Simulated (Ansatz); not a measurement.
A family of molecules: the HOMO–LUMO gap

One atom is swapped for its congeners: C3H6O2 (methyl acetate) `COC(C)=O`; C2H6O2Si `CC(=O)O[SiH3]`; C2H6GeO2 `CC(=O)[O][GeH3]`. All are singlets with charge 0.

Shapes, held fixed at every level: PBE0-D4/def2-TZVP. Flexible molecules stand in one conformer, not always the lowest. Programs: Ansatz 0.2.0. Values in eV.

```
                level  C3H6O2  C2H6O2Si  C2H6GeO2
     SPW92/def2-TZVPP    5.48      5.35      5.43
  B3LYP-D4/def2-TZVPP    7.82      7.69      7.68
  BHLYP-D4/def2-TZVPP   11.28     10.90     10.65
   PBE0-D4/def2-TZVPP    8.37      8.23      8.20
r2SCAN0-D4/def2-TZVPP    8.79      8.66      8.67
   wB97M-V/def2-TZVPP   13.13     12.53     12.39
```

At wB97M-V/def2-TZVPP the HOMO–LUMO gap falls at every step, from 13.13 to 12.39 eV. 4 of 6 levels show this order throughout; 4 agree on the largest and the smallest. Relativity is left out for Ge unless named. Orbital gaps aren't excitation energies, and the LUMO depends on the basis.

Methyl acetate has the widest gap at every level, but the order of the silyl and germyl esters isn't settled: SPW92 and r2SCAN0 place the germanium compound slightly above the silicon one, against the other four. The substitution effect is small because the frontier orbitals of an ester are normally the carbonyl oxygen lone pair and the C=O π* orbital, both centred on the acetate unit that all three molecules share. The narrowing beyond carbon probably reflects the lower-lying σ* orbitals of the silyl and germyl groups, whose bonds are longer and more polarisable and can mix into the lowest empty level. The drop from carbon to silicon is clearly larger with BHLYP and wB97M-V, perhaps because their stronger exact exchange raises the compact π* level towards these σ* orbitals. The data thus support a distinction between carbon and its heavier congeners rather than a steady trend down the group. Without the separate orbital energies, it remains open whether the occupied or the empty level drives the change.
